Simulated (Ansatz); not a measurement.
From Sn(SiH3)F3 to SiH3(SnCl3): predicting a member

On one Sn centre that keeps SiH3, n of the F ligands are replaced by Cl. The dipole moment y in D at wB97M-V/def2-TZVPP. Shapes, held fixed at every level: PBE0-D4/def2-TZVP. Programs: Ansatz 0.2.0.

```
    molecule  n  y (D)
  Sn(SiH3)F3  0   5.58
Sn(SiH3)ClF2  1   5.00
Sn(SiH3)Cl2F  2      ?
 SiH3(SnCl3)  3   4.03
```

Question: Fit y = c + s·n to the known rows and predict Sn(SiH3)Cl2F.

Answer: 
1. Means of the 3 rows: n = 1.33333, y = 4.870.
2. Σ(Δn)² = 4.6667, Σ(Δn·Δy) = -2.39, so the slope is -2.39/4.6667 = -0.51214.
3. Intercept: 4.870 − (-0.51214) × 1.33333 = 5.553. The largest residual of the fit is 0.041.
4. Sn(SiH3)Cl2F: 5.553 + (-0.51214) × 2 = 4.53 D.

The run gave 4.49 D, so the prediction is off by +0.04 D, within the scatter of the fit. The steps per swap are -0.58, -0.51, -0.46 D. Other levels give for Sn(SiH3)Cl2F: PBE-D4/def2-TZVPP 4.25; r2SCAN-D4/def2-TZVPP 4.41; B3LYP-D4/def2-TZVPP 4.47 D. For atoms past krypton def2 sets carry core potentials with scalar relativity.

The dipole moment falls with every replacement of F by Cl, from 5.58 to 4.03 D. Chlorine is less electronegative than fluorine, so the Sn–Cl bond carries less charge separation; its greater length offsets only part of that loss. The silyl group is electropositive, a sigma donor compared with the halogens, and probably forms the positive end of the molecule, opposite the halogens.

The steps shrink steadily, so both mixed members lie slightly below a straight line between the end members. Fixed bond moments in an ideal tetrahedral arrangement would put them slightly above it, because unequal halogens add a component off the Si–Sn axis. The sag therefore suggests that the bond moments are not strictly transferable, with mutual polarisation and small changes in angle as likely causes.

The fit succeeds because this curvature is weak, which supports interpolation within the series but not a constant increment per chlorine. The gap between 4.25 and 4.49 D for the predicted member, perhaps reflecting more delocalised charge in the semilocal description, exceeds the fitting error, so the close prediction shows regularity rather than absolute accuracy.
